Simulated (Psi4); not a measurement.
GeCl3F (SMILES [F][Ge]([Cl])([Cl])[Cl]): the HOMO–LUMO gap, rung by rung

GeCl3F: 5 atoms, total charge 0, spin state singlet. SMILES: `[F][Ge]([Cl])([Cl])[Cl]`. Geometry: optimised at PBE0/def2-TZVP.

Quantity: the HOMO–LUMO gap, in eV. The values are calculated.

```
                                 level                    kind  program  value (eV)  CPU time
   PBE-D4/def2-TZVPP (density fitting)                     GGA     Psi4        5.28      26 s
r2SCAN-D4/def2-TZVPP (density fitting)                meta-GGA     Psi4        5.93      37 s
 B3LYP-D4/def2-TZVPP (density fitting)           global hybrid     Psi4        7.13      22 s
  PBE0-D4/def2-TZVPP (density fitting)           global hybrid     Psi4        7.77      28 s
  wB97M-V/def2-TZVPP (density fitting)  range-separated hybrid     Psi4       12.16      51 s
```

All-electron rows without a relativistic Hamiltonian named are non-relativistic. The values span 5.28 to 12.16 eV. Orbital gaps aren't excitation energies; they tend to grow with the share of exact exchange. CPU times are rough (shared hosts, several kinds of processor and program).

The gap widens at every step from 5.28 eV with PBE to 12.16 eV with wB97M-V, and the largest jump comes between PBE0 and the range-separated hybrid. That jump probably reflects the full exact exchange at long range, which pulls the filled levels down and pushes the empty ones up.

Even the smallest value is wide, as expected for a closed-shell germanium(IV) halide. The highest occupied orbitals should be mainly chlorine 3p lone pairs, since fluorine's 2p levels lie deeper, while the lowest empty orbital is probably a σ* combination with substantial germanium 4s character. The gap would then separate largely ligand-based electrons from an antibonding level shared between the metal centre and its halogens.

With one geometry underlying the whole series, the spread is electronic rather than structural. The results support a wide gap, but not one method-independent value for it, and without GeCl4 or GeF4 alongside they don't isolate the effect of replacing a chlorine with fluorine.
